## Breaks in the addition energy of a spherical quantum dot

Choosing the number of electrons at which to operate a dot comes down to two questions: where the charge is hardest to change, and where the dot carries a large spin. If the dot were a small capacitor, the cost of adding charge would fall smoothly with size and no electron number would be special. In the spin-polarised LDA results below the capacitor picture describes 21 of the 29 addition energies, and eight stand above it. The charge is stiffest where a shell closes, and the spin is largest where a shell is half filled.

Spherical dot in the well ω²r²/2 with ω = 0.367 hartree* and a central point charge of 1 e, from radks with Libxc in spin-polarised LDA (PW92). Shells are m-averaged and filled by a greedy search that can miss a lower state; levels are numbered by radial order for each l. The chemical potential is E(N) − E(N−1), the addition energy E(N+1) + E(N−1) − 2E(N).

```tsv
electrons	chemical potential (hartree*)	unpaired electrons	rms radius (bohr*)	highest eigenvalue (hartree*)	highest level	addition energy (hartree*)
1	-0.3207	1	1.375	-0.05467	1s up	n/a
2	0.3222	0	1.616	0.5409	1s up	0.8999
3	1.222	1	2.085	1.364	1p up	0.2853
4	1.507	2	2.348	1.650	1p up	0.2835
5	1.791	3	2.541	1.930	1p up	0.3417
6	2.133	2	2.709	2.256	1p down	0.2480
7	2.381	1	2.852	2.504	1p down	0.2462
8	2.627	0	2.978	2.748	1p up	0.3645
9	2.991	1	3.123	3.105	2s up	0.2581
10	3.249	0	3.251	3.363	2s up	0.2841
11	3.533	1	3.369	3.637	1d up	0.2071
12	3.741	2	3.475	3.843	1d up	0.2044
13	3.945	3	3.572	4.046	1d up	0.2015
14	4.146	4	3.663	4.246	1d up	0.1986
15	4.345	5	3.748	4.443	1d up	0.2387
16	4.584	4	3.830	4.678	1d down	0.1881
17	4.772	3	3.908	4.865	1d down	0.1863
18	4.958	2	3.981	5.051	1d down	0.1843
19	5.142	1	4.052	5.234	1d down	0.1823
20	5.325	0	4.120	5.415	1d up	0.3513
21	5.676	1	4.194	5.762	1f up	0.1709
22	5.847	2	4.264	5.932	1f up	0.1694
23	6.016	3	4.331	6.101	1f up	0.1680
24	6.184	4	4.396	6.268	1f up	0.1665
25	6.351	5	4.458	6.434	1f up	0.1650
26	6.516	6	4.518	6.598	1f up	0.1636
27	6.679	7	4.575	6.761	1f up	0.1982
28	6.878	6	4.632	6.957	1f down	0.1583
29	7.036	5	4.687	7.115	1f down	0.1573
30	7.193	4	4.740	7.272	1f down	0.1562
31	7.349	3	4.792	7.427	1f down	n/a
```

N is the number of electrons, E(N) the total energy, μ(N) = E(N) − E(N−1) the chemical potential, ε(N) the highest occupied Kohn-Sham eigenvalue, and A(N) = μ(N+1) − μ(N) the addition energy. The star marks atomic units rescaled by the effective mass and dielectric constant of the host. The unpaired electrons, M, tell the spin of each added electron: up when M rises, down when it falls. At M = 0 the two spins are degenerate, so "up" in the highest level is there only a label.

### The smooth part is a charging energy

The simpler system to compare with is a charged conducting sphere of radius R, whose capacitance is R and whose addition energy is 1/R. A classical electron fluid in the well ω²r²/2 behaves alike. Z electrons neutralise the central charge Z, and the rest spread at uniform density until the force of the well cancels their repulsion:

R³ = (N − Z)/ω², μ = ω²R²/2 + (N − Z)/R = (3/2) ω²R²

A = dμ/dN = 1/R = ω^(2/3) (N − Z)^(−1/3) = 0.513 (N − 1)^(−1/3)

The analogy stops at the electron's wave nature, because the fluid has no levels, no spin and no exchange. The first comparison is with in-shell rows, where electrons N and N+1 enter the same shell with the same spin. There the table lies on average 11% below the formula, and much further below at N = 3 (0.2853 against 0.407), where so few electrons are no fluid. Exchange and correlation, which keep electrons apart and lower their repulsion, are an expected cause, and the quantum cloud also spreads wider than the fluid. Their shares are not separated here. In the 2s and 1d shells the breaks make up the difference: averaged over every row from N = 9 to 20, A is 0.2237 against 0.2187 from the formula. There the fluid gives nearly the right mean cost, and the levels gather part of it into the breaks.

A closer baseline comes from a straight-line least-squares fit of ln A against ln(N − 1) over the 21 in-shell rows, which gives A = 0.365 (N − 1)^(−0.248). The two constants trade against each other and serve for interpolation only. The fit misses by at most 0.005 hartree* above ten electrons and by 0.022 at its worst row, in the 1p shell. These misfits exceed the rounding of the table by far, yet every one of the eight breaks is larger.

Part of the in-shell smoothness is built into the calculation. Averaging over the magnetic quantum number m keeps the density spherical and the levels of a shell degenerate. Multiplet structure and deformation, which could roughen A in an open shell, are thereby excluded.

### A break is a gap between levels

When electron N+1 must enter a higher level than electron N, it pays the charging energy and the level gap Δ, and the two add. Janak's theorem, dE/df = ε for the occupation f of a level, extracts Δ from the table. If the eigenvalue rises linearly as the level fills, μ(N+1) is the mean of its value when empty and its value ε(N+1) when filled, so

Δ(N) = 2μ(N+1) − ε(N+1) − ε(N)

In all in-shell rows Δ is within 0.002 hartree* of zero, the uncertainty left by rounding. This shows that the eigenvalue is nearly linear in those shells and nothing more. The formula needs μ as well as ε because in LDA the eigenvalue is not the removal energy. For a single electron, which repels itself in this functional, ε is −0.05467 while μ is −0.3207.

The 15-electron dot, with a half-filled 1d shell, was not part of the fit and serves as a worked case, in hartree*:

- baseline: 0.365 × 14^(−0.248) = 0.190
- excess: 0.2387 − 0.190 = 0.049
- gap: 2 × 4.584 − 4.678 − 4.443 = 0.047

The same calculation places the empty 1d down level 0.0458 above 1d up. Excess, gap and spin splitting agree, so for this row the numbers show that the break is the spin splitting of the shell. In the other seven break rows Δ also matches the excess over the fit, to 0.010 hartree* or better. That leaves little to a jump in the charging part, except at N = 9, where the mismatch is a quarter of the excess.

### Half-filled shells: exchange

Electrons of like spin avoid each other, so an open shell fills with parallel spins, as in Hund's first rule, until M reaches 3, 5 and 7 in 1p, 1d and 1f. The next electron must take the opposite spin and loses the exchange attraction that its predecessors shared. The excess over the fit is 0.083 for half-filled 1p and 0.035 for half-filled 1f, with 1d between them. That these two are spin splittings is inferred from the spin flip and from the 1d case.

The shrinking has a simple reason. The local exchange potential of each spin goes as the cube root of that spin's density, and the classical density 3ω²/4π does not depend on N. The splitting should then follow the polarisation M/N, which falls because N grows faster than the shell's capacity for unpaired spins. The ratio Δ/(M/N) is 0.133, 0.141 and 0.147 for 1p, 1d and 1f, nearly constant as argued. The size is caught less well: the gaps are only 0.59 to 0.69 of what exchange alone would give at the classical density. Correlation, which acts mainly between opposite spins and so favours the minority spin, is a likely reason.

The break at N = 9 is easy to miss because both neighbours are higher, but it stands 0.040 above the fit. It is the half-filled 2s level, and its ratio Δ/(M/N) of 0.270 is about twice the others. A plausible but untested reason is that a uniform polarisation describes poorly a moment held in one s orbital, where the next electron must share exactly that orbital.

### Closed shells: a flattened well with an attractive centre

In the bare oscillator the shells 1s, 1p, (2s, 1d) and (1f, 2p) are spaced by ω. The electrons' repulsion cancels most of the well inside the cloud, and a flatter well has closer levels. The gap above the filled 1p shell is 0.129 hartree*, or 0.35 ω, and that above 1d is 0.175, or 0.48 ω. The first is narrowed further because it ends at the 2s level, which the central charge lowers, as discussed below. The second makes N = 20 the largest break among the bigger dots, with A about twice its baseline.

A flat-bottomed well lowers levels of high angular momentum against their oscillator partners, and the levels of the 15-electron dot put 1f about 0.07 below 2p. By the same rule 1d would fall below 2s, yet the filling order is the reverse. Only s orbitals have amplitude at the centre, so the attractive charge pulls them down, which is the mechanism that puts s below d in many-electron atoms. This cause is argued and is not isolated by any comparison here. With 2s filled before 1d, the divided oscillator shell has an extra closure at N = 10, where Δ is 0.066.

The same pull accounts for N = 2, the one gap larger than ω, at 1.47 ω. Its size is the least certain. The excess is 0.53 over the power law, which is extrapolated below its rows, and 0.47 over a baseline c/(rms radius) with c fitted by least squares to the same rows. Linearity of ε is also least safe when so few electrons set the density.

### How far the sizes and the spins can be trusted

The baseline itself steps down across a break, which limits how finely an excess can be quoted. Across N = 5 it drops by 0.036, ten times what the slope inside the shell would give, so the excess measured from the two neighbouring rows is 0.076. The drops across the later 1d and 1f breaks are two to three times the in-shell slope. As a guess for the half-filled shells, minority-spin electrons enter at lower spin density, where the attractive exchange response to added charge is stronger. This cannot explain the drop at N = 20, where a new shell begins; there the wider 1f orbital may lower the charging energy.

The spins from N = 10 to 14 deserve the most caution. There 1d up still has empty places, and a 2s electron that moved into one would raise the spin. A greedy filling can miss such a state. The levels at N = 15 speak against it, since the filled 2s down level lies 0.032 below 1d up, but the margin is small and the rival fillings were not computed. If one of them proved lower, μ and A would shift near these rows. The closures after 1s, 1p and 1d rest on wider gaps and are the safer choices for a stiff charge state.
